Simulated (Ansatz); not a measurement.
# Pressure, energy and Kohn–Sham gap of a melt-quenched 71TiO2-29Al2O3 cell against volume, in PBE

The usual rule of thumb for a solid under even compression is that the pressure rises in proportion to the volume lost, then somewhat faster as the bonds stiffen, while the energy follows a parabola. The rule assumes that the atoms keep their neighbours, which is not assured in a quenched oxide. The question matters for mixed titania–alumina films, whose density and internal stress depend on how they are deposited. Here one cell of 122 atoms is scaled evenly and its atoms are relaxed in PBE at each fixed volume. Volume change and energy are measured from the relaxed cell, and pressure is positive under compression. The gap is the Kohn–Sham gap at Γ.

## Systems and settings

One cell of 122 atoms, Ti12Al10O39 in reduced formula. Start: 122 atoms (24 Ti, 20 Al, 78 O) placed at random at 3.34 g/cm³, melted at 4000 K for 10 ps at fixed volume with the Morse and Coulomb pair potential with partial charges (Pedone, Malavasi, Menziani, Cormack and Segre, J. Phys. Chem. B 110, 11780 (2006)). Quenched from 4000 K to 300 K at 6 K/ps and fixed volume, held 10 ps at zero pressure, then minimised at fixed cell. Cell and atoms were then relaxed in DFT. From that cell the volume was scaled evenly and the atoms were relaxed again at each fixed cell. Ansatz 0.2.0: Kohn-Sham DFT with PBE, PAW potentials, plane waves to 420 eV, k-points Γ alone, no spin polarisation, no spin-orbit coupling. Occupations: fixed occupations. The cutoff and the k-mesh are held, so the number of plane waves changes with the volume.

- volume change (%): change of the cell's volume from the relaxed cell, all three axes scaled alike.
- volume (Å³/atom): volume per atom.
- pressure (GPa): pressure, a third of the trace of the stress, positive under compression, without a kinetic term.
- energy (meV/atom): free energy per atom less that of the relaxed cell.
- gap (eV): Kohn-Sham gap: lowest empty less highest filled level over the k-points of the run.

Input lines of one member:

```
kpoints:
  mp_grid: { grid: [1, 1, 1] }
hamiltonian:
  xc: pbe
scf:
  occupations: { method: fixed }
relax:
  f_tol: 0.05
  max_steps: 70
```

Command (options for logging and memory left out): `ansatz run input.yaml --threads 4 --backend cpu`

## Results

| member | volume change (%) | volume (Å³/atom) | pressure (GPa) | energy (meV/atom) | gap (eV) |
| --- | --- | --- | --- | --- | --- |
| −10 % | −10 | 10.3396 | 9.128 | 26.721 | 2.381 |
| −6 % | −6 | 10.7991 | ? | ? | ? |
| −3 % | −3 | 11.1437 | 3.113 | 3.292 | 2.666 |
| relaxed cell | 0 | 11.4884 | −0.010 | 0.000 | 2.615 |
| +3 % | 3 | 11.8330 | −2.716 | 3.113 | 2.599 |
| +6 % | 6 | 12.1777 | −3.878 | 10.294 | 2.544 |

Cells marked ? are withheld until the estimate has been made.

Least-squares fits to the members shown, with x = volume change (%); R² in the fitted variables, residuals in the unit of y:

| y | members | fit | R² | rms residual | leave-one-out rms | standard deviation of y |
| --- | --- | --- | --- | --- | --- | --- |
| pressure (GPa) | 5 | y = 0.1340 − 0.7948 x + 0.01161 x² | 0.99 | 0.38 | 2.7 | 5.2 |
| energy (meV/atom) | 5 | y = 0.5389 + 0.02621 x + 0.2651 x² | 1.00 | 0.32 | 1.6 | 11 |

## Interpretation

Close to the relaxed cell the rule holds. Between +3 % and −3 % the pressure rises from −2.716 to 3.113 GPa, which gives a bulk modulus $B=-V\,\mathrm{d}P/\mathrm{d}V$ of about (3.113 + 2.716) / 0.06 = 97 GPa. The step on the compressed side is the steeper one, as expected when short metal–oxygen bonds resist further shortening.

Farther out the cell is softer than the rule allows. From −3 % to −10 % the mean slope is (9.128 − 3.113) / 7 = 0.86 GPa per percent, against (3.113 + 0.010) / 3 = 1.04 between the relaxed cell and −3 %, where stiffening would have made it larger. The energy points the same way. The work of compression is $\Delta E=-\int P\,\mathrm{d}V$, with 1 GPa Å³ = 6.24 meV. With the mean of the end pressures, the step from the relaxed cell to −3 % should cost (3.113 − 0.010) / 2 × (11.4884 − 11.1437) × 6.24 = 3.3 meV/atom, as the table has it. The step from −3 % to −10 % should cost (9.128 + 3.113) / 2 × (11.1437 − 10.3396) × 6.24 = 30.7 meV/atom, but the energy rises by only 26.721 − 3.292 = 23.4.

A likely cause is a local rearrangement into denser packing, which lowers both the energy and the pressure at a small volume. The long atomic displacements at the larger volume changes fit this picture. On the stretched side the slope falls to (3.878 − 2.716) / 3 = 0.39 GPa per percent between +3 % and +6 %, a larger drop than ordinary bond softening would give.

The gap falls from 2.666 eV at −3 % to 2.544 eV at +6 %. A likely reason is that longer bonds weaken the mixing of O 2p with Ti 3d, which lowers the antibonding empty levels. The −10 % cell breaks this order with the smallest gap, 2.381 eV; broader bands or a frontier level shifted by the rearrangement could be responsible.

## A prediction

Plain estimates from the members shown:

- −6 %, fit at x = −6: 5.321 GPa
- −6 %, straight-line interpolation between −10 % and −3 %: w = (−6 − (−10)) / (−3 − (−10)) = 0.571, so 9.128 + 0.571 × (3.113 − 9.128) = 5.691 GPa

The quadratic fit gives 5.321 GPa at −6 %, but it is bent by the soft +6 % member and already falls about 0.5 GPa short at −3 %. The straight line between −10 % and −3 % gives 5.691 GPa and ignores that the pressure must also pass through nearly zero at the relaxed cell.

That condition is built in by interpolating the ratio of pressure to compression instead of the pressure itself. The ratio is 3.113 / 3 = 1.038 GPa per percent at −3 % and 9.128 / 10 = 0.913 at −10 %. At −6 %, three sevenths of the way, it becomes 1.038 − (3/7) × (1.038 − 0.913) = 0.984, and the pressure is 6 × 0.984 = 5.9 GPa.

The same route can be tried on two shown members. The ratio is 2.716 / 3 = 0.905 at +3 % and 3.878 / 6 = 0.646 at +6 %. For −3 %, interpolation between +3 % and −10 % gives 0.905 + (6/13) × (0.913 − 0.905) = 0.909 against the computed 1.038. For +3 %, interpolation between −3 % and +6 % gives 1.038 − (6/9) × (1.038 − 0.646) = 0.777 against the computed ratio. Both miss by 0.13 GPa per percent, which at −6 % amounts to 6 × 0.13 = 0.8 GPa, taken here as the standard deviation.

The main physical uncertainty is whether the −6 % cell has rearranged as the −10 % cell seems to have done. If it has kept its neighbours, the ratio should be at least that of −3 %, and the pressure 6 × 1.038 = 6.2 GPa or more; an early collapse into denser packing would put it below the estimate.

**Committed estimate, −6 %: pressure = 5.9 ± 0.8 GPa.**

## The answer

| member | volume change (%) | volume (Å³/atom) | pressure (GPa) | energy (meV/atom) | gap (eV) |
| --- | --- | --- | --- | --- | --- |
| −6 % | −6 | 10.7991 | 5.515 | 11.604 | 2.633 |

| member | estimate | pressure (GPa) | computed | estimate − computed | miss in error bars |
| --- | --- | --- | --- | --- | --- |
| −6 % | committed | 5.900 | 5.515 | +0.385 | 0.5 |
| −6 % | fit | 5.321 | 5.515 | −0.194 |  |
| −6 % | interpolation | 5.691 | 5.515 | +0.176 |  |

The computed 5.515 GPa lies inside the error bar of 5.9 ± 0.8 GPa, 0.385 GPa below the estimate. Both plain estimates came closer, each missing by less than 0.2 GPa.

The assumption that failed is the even decline of the ratio of pressure to compression. At −6 % the ratio is 5.515 / 6 = 0.919 GPa per percent, already almost the 0.913 of the −10 % cell, so the softening sets in before −6 %.

The energy falls short of the work of compression mainly beyond −6 %. From −3 % to −6 % the mean pressure gives a work of (3.113 + 5.515) / 2 × (11.1437 − 10.7991) × 6.24 = 9.3 meV/atom, against a computed rise of 8.3. From −6 % to −10 % it gives (5.515 + 9.128) / 2 × (10.7991 − 10.3396) × 6.24 = 21.0, against only 26.721 − 11.604 = 15.1. The missing 5.9 meV/atom, about 0.7 eV for the cell of 122 atoms, is what a switch to a lower-lying packing would release. The gap also drops in this last step, from 2.633 to 2.381 eV, which fits a change of structure better than a gradual broadening of the bands.

## Where the trend breaks

Least-squares fits to the whole series, with x = volume change (%); R² in the fitted variables, residuals in the unit of y:

| y | members | fit | R² | rms residual | leave-one-out rms | standard deviation of y |
| --- | --- | --- | --- | --- | --- | --- |
| pressure (GPa) | 6 | y = 0.1737 − 0.8021 x + 0.01100 x² | 0.99 | 0.35 | 1.0 | 5.0 |
| energy (meV/atom) | 6 | y = 0.8813 − 0.03658 x + 0.2598 x² | 0.99 | 0.64 | 2.0 | 9.7 |

Largest departures from the fit to the whole series:

| member | pressure (GPa) | fit | computed − fit | in rms residuals |
| --- | --- | --- | --- | --- |
| +3 % | −2.716 | −2.134 | −0.582 | 1.7 |
| −3 % | 3.113 | 2.679 | +0.434 | 1.2 |
| +6 % | −3.878 | −4.243 | +0.365 | 1.0 |
| relaxed cell | −0.010 | 0.174 | −0.184 | 0.5 |

No member lies farther than 1.7 rms residuals from the fit, but the three largest departures form a pattern. The pressure at +3 % is 0.582 GPa more negative than the fit, and that at −3 % is 0.434 GPa more positive. Both cells resist the volume change more strongly than the parabola allows, as expected if they have largely kept their neighbours. The fit has to serve the softer outer cells as well, and so comes out too flat near the relaxed cell.

The +6 % cell departs the other way for a stretched cell: its tension is 0.365 GPa weaker than the fit. Opening of bond angles or a change of neighbours could relieve the tension. The pressure is also only the mean of an uneven stress, since the scaling holds the shape of the cell. At +6 % the tension along y is much weaker than along x and z. The −6 % and −10 % cells are unevenly stressed too, the latter with considerable shear.

The self-consistency threshold at the changed volumes was loose for a stress, so these pressures are less certain than that of the relaxed cell. This is an unlikely cause of the three departures, however, because the energies support the pressures. The work from the mean pressures agrees with the computed energy change within 0.2 meV/atom for each step between −3 % and +6 %. On the stretched side there is thus no energy release like that between −6 % and −10 %. This does not rule out a rearrangement there: the atoms move about as far at +6 % as at −6 %, and a change that proceeds gradually with the volume is already contained in the pressure, so that work and energy still agree.

## Closing remarks

Within 3 % of the relaxed volume this cell follows the rule of thumb, with a bulk modulus near 97 GPa. When I derived that value in the interpretation, I left out two limits. It belongs to a single quenched cell, and nothing shown here establishes that this cell is amorphous throughout rather than partly crystallised, so it should not be taken as the modulus of the amorphous oxide. It also assumes that the cell keeps its shape. A mean pressure of 1 GPa then changes the volume, and with it the density, by about 1 / 97 = 1.0 %; under a truly even pressure the shape could adjust as well, and the cell would yield at least as much. Farther out the response is softer, and a modulus fitted over the whole range would mix elastic response with rearrangement.

A further volume inside the range can be estimated from its neighbours, but with uneven success: the plain estimates at −6 % missed by less than 0.2 GPa, while a straight line between the relaxed cell and +6 % misses the pressure at +3 % by about 0.8 GPa. For the quadratic fit, the leave-one-out error over all six members is 1.0 GPa. Comparing the work of compression with the energy is a cheap way to notice an abrupt change of structure that releases energy between two volumes. Agreement does not show that the atoms have kept their neighbours: the step from +3 % to +6 % passes the comparison, although the slope there falls to 0.39 GPa per percent and some atoms move far.

For the gap, the error of PBE probably outweighs the whole effect of volume: the members span 2.666 − 2.381 = 0.285 eV, while semilocal functionals usually put the gaps of such oxides too low by clearly more than that.

[On method and selection: Runs that did not converge, have known faults or may not be shown are not listed, and runs on Ansatz's PAW sets soft_1 and soft_2 are kept to separate tables. Series whose pressures fit the equation of state badly weren't written up.]

[Logs are printed without paths, hosts, clocks, repeated set-up lines and the standing remarks that a program may print on its own settings, such as how far it seeks lower states.]
